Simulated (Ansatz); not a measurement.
# SrO: the change of pressure with volume per atom

Equation of state of a cubic crystal from periodic Kohn-Sham density functional theory without spin; pressure corrected for the finite basis. The results are calculated, by Ansatz 0.2.0 development build.

Cell of the first row (space group Fm-3m, No. 225):
```
cell vectors (Å)
   0.0000     2.5264     2.5264
   2.5264     0.0000     2.5264
   2.5264     2.5264     0.0000
atoms (fractions of the cell vectors)
Sr  0.00000  0.00000  0.00000
O   0.50000  0.50000  0.50000
```

Settings of every row: formula SrO; structure type rock salt; functional r2SCAN; spin treatment none; k mesh 11x11x11; occupation method fermi-dirac; occupation width 0.1 eV; wave cutoff 500 eV; datasets soft-1 PAW; density cutoff ratio 4.

| row | volume per atom (Å³) | pressure (GPa) | energy above lowest point (meV/atom) |
| --- | --- | --- | --- |
| 1 | 16.126 | 6.798 | 21.03 |
| 2 | 16.651 | 3.109 | 4.94 |
| 3 | 17.177 | ? | ? |
| 4 | 17.703 | -2.646 | 4.48 |
| 5 | 18.229 | -4.878 | 16.91 |

Question: what pressure should row 3 give?

Worked fit of pressure. Take u = (V_r/V)^(2/3) − 1 with V_r = 17.177 Å³ an atom, which is twice the finite (Eulerian) strain; such expansions in the strain, on which the Birch-Murnaghan equation of state is built, carry the rest volume and the bulk modulus. The shown rows have u = 0.04299, 0.02095, -0.01991, -0.03885. Least squares give pressure = −0.0115 + 140.878 × u + 405.27 × u² GPa; a straight line predicts inner rows, each left out in turn, worse (root mean square 0.39 against 0.023 GPa). The rows lie off it by 0.004, -0.009, 0.010, -0.005 (root mean square 0.0074 GPa). The pressure vanishes at u = 0.0001, or V = 17.17 Å³ an atom, and there the bulk modulus at fixed shape and fractions is B = −V dP/dV = (2/3)(1 + u) dP/du = 94 GPa. The withheld row has u = 0, so the fit gives −0.0115 + 140.878 × (0) + 405.27 × (0)² = -0.011 GPa.

The calculation gave -0.008 GPa. The fit lies 0.003 GPa (37 % of the value, 0.026 % of the column's range) below it; its largest miss of a shown row is 0.010 GPa.

The other values of row 3: energy above lowest point 0 meV/atom.
